The formation energy of HfW₂ has a minimum near 18.2 Å³ per atom because compressing or stretching the metal costs elastic energy. The apparent levelling-off at the two largest volumes is not a weakness of the lattice. It comes from one cell, number 4, whose energy is about 3 meV/atom too high to be compared with the others. The pressures, calculated beside the energies, show this.

HfW₂ (space group Fd-3m) in Ansatz 0.2.0: r2SCAN, plane waves with generated PAW datasets, 500 eV cutoff, scalar-relativistic, no spin polarization. The cells are unrelaxed, and positive pressure means compression. Energies are extrapolated to zero smearing (Fermi–Dirac, 0.09 to 0.13 eV wide; for cell 4 cold smearing, 0.03 eV).

| cell | volume (Å³/atom) | shortest distance at Hf (Å) | pressure (GPa) | Bader charge of Hf (e) | k-mesh | formation energy (eV/atom) |
| --- | --- | --- | --- | --- | --- | --- |
| 1 | 17.69 | 3.116 | 6.7 | 1.53 | 8x8x8 | -0.154 |
| 2 | 18.05 | 3.137 | 1.8 | 1.53 | 8x8x8 | -0.164 |
| 3 | 18.24 | 3.148 | -0.7 | 1.54 | 8x8x8 | -0.164 |
| 4 | 18.57 | 3.167 | -4.6 | 1.54 | 6x6x6 | -0.156 |
| 5 | 18.64 | 3.171 | -5.3 | 1.54 | 8x8x8 | -0.156 |

The formation energy is the energy of the compound less that of the same atoms in elemental hafnium and tungsten. The elemental part is the same constant in every row, so it drops out when two cells are compared. All five cells also have the same cubic structure and differ only in scale. The column therefore follows a single material being squeezed and stretched, and its changes report no new chemistry. A neighbouring series that kept the structure and replaced tungsten by another metal would be different in kind, because there bonding and elemental references would change together.

The puzzle lies at the end of the table. From cell 3 to cell 4 the formation energy rises by 8 meV/atom, and from cell 4 to cell 5 it doesn't rise at all, although the metal is stretched further. Three explanations suggest themselves. The stretched lattice may be giving way, the charge passed from hafnium to tungsten may be adjusting so as to hold the energy down, or the two cells may not be strictly comparable.

The first idea is the tempting one, since bonds do weaken as they are stretched. It can be tested because pressure is the slope of the energy curve with its sign reversed: dE = −P dV, where E is the energy per atom, P the pressure and V the volume per atom. A level stretch of the curve would need a pressure near zero. The table gives −4.6 GPa for cell 4 and −5.3 GPa for cell 5, and the negative sign means that the metal pulls inward. The curve is thus still climbing at both cells, and more steeply at the second.

The lattice does soften, and it is worth seeing why that doesn't flatten the curve. The bulk modulus, which measures the resistance to a change of volume, averages 243 GPa between cells 1 and 2 and 212 GPa between cells 3 and 5. But the bulk modulus describes how fast the slope changes, and not the slope itself. If it fell all the way to zero, the inward pull would merely stop growing, and the energy would go on rising in a straight line. The energy levels off only when the pull itself has died away, which happens when the atoms are far apart.

How much should the energy rise on stretching? Take the step from cell 3 to cell 5, which share the same k-mesh, the grid on which the electron waves are sampled. The average of their two pressures is −3.0 GPa, and the volume grows by 0.40 Å³ per atom. The work done against the inward pull is the product, 1.2 GPa Å³.

Since 1 eV/Å³ equals about 160 GPa, this work is 1.2/160 = 0.0075 eV, or 7.5 meV/atom. The table has a rise of 8 meV/atom. The estimate uses two pressures and two volumes, with no energy and no adjusted constant. Over this longer step, then, pressure and energy tell the same story.

The same reasoning applied to the short step from cell 4 to cell 5 calls for a rise of about 2 meV/atom, where the table shows a tie. The step before it, from cell 3 to cell 4, errs the other way: the energy climbs by about 3 meV/atom more than the pressures allow. Two neighbouring errors of similar size and opposite sign are the mark of a single displaced point. Skip cell 4, and the curve is smooth again.

The second explanation, a shifting charge, fares no better than the first. The Bader charge, obtained by dividing the electron density among the atoms, rises from 1.53 to 1.54 e over the whole series, one unit in its last printed digit. Cells 1 and 2 have the same printed charge, yet their energies, before rounding, differ by 9 meV/atom. Charge transfer may well help to bind the compound, and this series is no test of that. A shift of 0.01 e might still be worth a few meV/atom, but the pressure settles the matter. It is the slope of the whole energy, with any effect of the charge included, and it shows no levelling-off.

That leaves the settings of cell 4. It was sampled on a coarser k-mesh than the others, and its electron levels were smeared around the Fermi level in a different way and over a much narrower range. In a metal both choices matter, because some bands are only partly filled and the energy depends on how the boundary between filled and empty states is resolved. The other four cells offer a hint as to which choice matters more. Their smearing widths run from 0.09 to 0.13 eV, yet their energies, extrapolated to zero smearing, agree with the pressures to within 0.5 meV/atom. The width alone is therefore an unlikely cause. The coarse mesh is the likelier one, all the more because a narrow smearing does little to even out its errors. Repeating cell 4 with the mesh and smearing of cell 3 would restore a fair comparison, and changing one setting at a time would separate the causes.

It may seem odd that the pressure of cell 4 can be trusted when its energy can't. The likely reason is that the settings shift the energy by nearly the same amount at neighbouring volumes. Such a shift moves that stretch of the energy curve up or down and leaves its slope alone. The pressure of cell 4 does in fact lie within 0.1 GPa of the curve drawn through the other four. This also limits the verdict: cell 4 is out of line with its neighbours, which is not to say that their energies are closer to the fully converged value.

With the odd point understood, the minimum itself can be explained. When a metal is compressed, its electrons are confined to less space and their kinetic energy rises, while the filled inner shells of neighbouring atoms repel each other more strongly. When it is stretched, the d orbitals of neighbouring atoms overlap less, the d bands become narrower, and the energy gained by filling their bonding states shrinks. At the rest volume the two tendencies balance. This is the standard picture of a transition metal, and the table shows its outcome, a pressure that changes sign between cells 2 and 3, without dividing the energy into these parts.

The same picture accounts for the softening. Repulsion grows more steeply on compression than bonding fades on stretching, so the metal resists being squeezed more than being pulled. It also suggests why HfW₂ is stiff. Tungsten has about as many d electrons as are needed to fill the bonding half of its d band, whereas hafnium has about two fewer, and tungsten is much the stiffer element. With two tungsten atoms for each hafnium, a stiffness between those of the two metals is a reasonable outcome.

Close to rest, all this reduces to a simple rule. The pressure there is proportional to the displacement, P ≈ −B(V − V₀)/V₀, where B is the bulk modulus and V₀ the rest volume. Adding up the work gives an energy cost of B(V − V₀)²/(2V₀) per atom. Halving the displacement quarters the cost, so close to rest almost nothing is left of it. That is why cells 2 and 3 have the same formation energy to the digits shown. For the same percentage change of volume, the cost grows with B times V₀. Pure tungsten would therefore trace a steeper curve than pure hafnium, since its much greater stiffness outweighs its smaller volume per atom.

A slightly better curve, the Birch–Murnaghan equation with its usual allowance for stiffening under compression, was fitted to the pressures of cells 1, 2, 3 and 5. It gives a rest volume of 18.2 Å³ per atom and a bulk modulus of 228 GPa. From these it predicts the energies of the same four cells, relative to cell 3, to within 0.5 meV/atom, though no energy entered the fit. The output below lists the comparison. The agreement shows that energies and pressures belong together; whether the density functional gives the right stiffness for real HfW₂ is a separate question.

For practical use, the size of the effect matters as much as its cause. Cell 1, compressed by about 3 % from rest, appears less stable by 10 meV/atom, some 6 % of the formation energy at the minimum. That hardly matters when asking whether the compound is stable against its elements, but it could reverse the order of two competing phases that lie close together. Such phases should be compared each at its own rest volume and with equally fine settings. Where energies and pressures are both at hand, multiplying pressure by volume change is a quick way to find a point that doesn't belong.

Printed output of the fit:

```
Step from the cell before in meV/atom:
  row  from pressure  computed energy  difference
    2          -9.55           -9.367      0.1828
    3        -0.6522            -0.65    0.002238
    4          5.458             8.75       3.292
    5          2.163          -0.7667      -2.929
fit of P on 4 rows (same): coefficient of 1.5*((s/vol)**(7/3) - (s/vol)**(5/3)) 228 +/- 1.3, s 18.19; rms 0.0351, worst 3 0.057, leave-one-out rms 0.0581
  rows outside the fit (model, value, miss): 4 -4.542, -4.6, 0.0585
Energy above cell 3 in meV/atom:
  row  from pressure curve  computed    excess  smearing term
    1                10.07     10.02  -0.05275          12.95
    2               0.6542      0.65  -0.00415          11.42
    3                    0         0         0          13.09
    4                  5.4      8.75      3.35         0.1725
    5                7.556     7.983    0.4278          24.05
Rest volume from pressures (Å³/atom): 18.19
Bulk modulus at rest from pressures (GPa): 228
Excess energy of cell 4 (meV/atom): 3.35
Largest excess in size among the other cells (meV/atom): 0.4278
Energy slope at cell 4 from its pressure (meV/atom per Å³/atom): 28.71
Energy slope at cell 5 from its pressure (meV/atom per Å³/atom): 33.08
Average bulk modulus between cells 1 and 2 (GPa): 243.2
Average bulk modulus between cells 3 and 5 (GPa): 212.1
Work from cell 3 to 5 by average pressure (meV/atom): 7.49
Computed energy from cell 3 to 5 (meV/atom): 7.983
Range of the Bader charge of Hf (e): 0.01
Energy change from cell 1 to 2 at equal printed charge (meV/atom): -9.367
```
